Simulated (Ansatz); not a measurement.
## Strength of the C–Si bond: SiH2(CH3)(NH2) → SiH2(NH2) + CH3

Species: SiH2(CH3)(NH2), singlet; SiH2(NH2), doublet; CH3 (methyl radical) `[CH3]`, doublet. 

Shapes, held fixed at every level: PBE0-D4/def2-TZVP. Flexible molecules stand in one conformer, not always the lowest. Programs: Ansatz 0.2.0. The zero-point and thermal change to 298 K, harmonic and unscaled (PBE0-D4/def2-TZVP), is -16.8 kJ/mol.

| level | kind | ΔH(298 K) (kJ/mol) | less CCSD(T)/CBS estimate | CPU time (sum over the molecules) |
| --- | --- | --- | --- | --- |
| SPW92/def2-TZVPP | LDA | +413.9 | +38.6 | 4.5 s |
| r2SCAN-D4/def2-TZVPP | meta-GGA | +341.4 | -33.9 | 16 s |
| BHLYP-D4/def2-TZVPP | global hybrid | +352.3 | -23.0 | 9.3 s |
| PBE0-D4/def2-TZVPP | global hybrid | +359.0 | -16.3 | 8.5 s |
| wB97M-V/def2-TZVPP | range-separated hybrid | +379.1 | +3.8 | 35 s |
| CCSD(T)/def2-SVP | coupled cluster or CI | +351.0 | -24.3 | 6.6 s |
| CCSD(T)/def2-TZVPP | coupled cluster or CI | +365.3 | -10.0 | 2 min |
| CCSD(T)/CBS estimate | coupled cluster or CI | +375.3 | 0.0 | 3.1 min |

The highest level, CCSD(T)/CBS estimate, gives ΔH(298 K) = +375.3 kJ/mol; the levels span +341.4 to +413.9. The column of differences is taken from that level and isn't an error. No measured value is set beside it here. Open shells run unrestricted unless RO is named. The CBS estimate extrapolates MP2 from def2-TZVPP and def2-QZVPP and adds CCSD(T) − MP2 in the triple-zeta set, cores frozen. Times are processor times on shared x86 and Arm servers, and rough.

Breaking the C–Si bond costs +375.3 kJ/mol at the highest level, as expected for a strong, polar σ bond whose homolysis gains little back. Methyl flattens on release but has no π system over which to spread its unpaired electron. The silyl radical keeps its electron largely in an orbital on silicon with considerable s character, and the nitrogen lone pair probably stabilises it only modestly.

Within coupled cluster the bond strengthens steadily as the basis grows, since the electron pair lost on cleavage needs high angular momentum functions to be correlated fully. The near match of BHLYP with CCSD(T) in the smallest basis is therefore no sign of accuracy. LDA shows its familiar overbinding, while r2SCAN, BHLYP and PBE0 all give too weak a bond relative to the extrapolated value. Their order doesn't follow the share of exact exchange, as r2SCAN, which has none, lies lowest. Without the amine-free silane for comparison, the amino group's effect on the bond strength remains open.
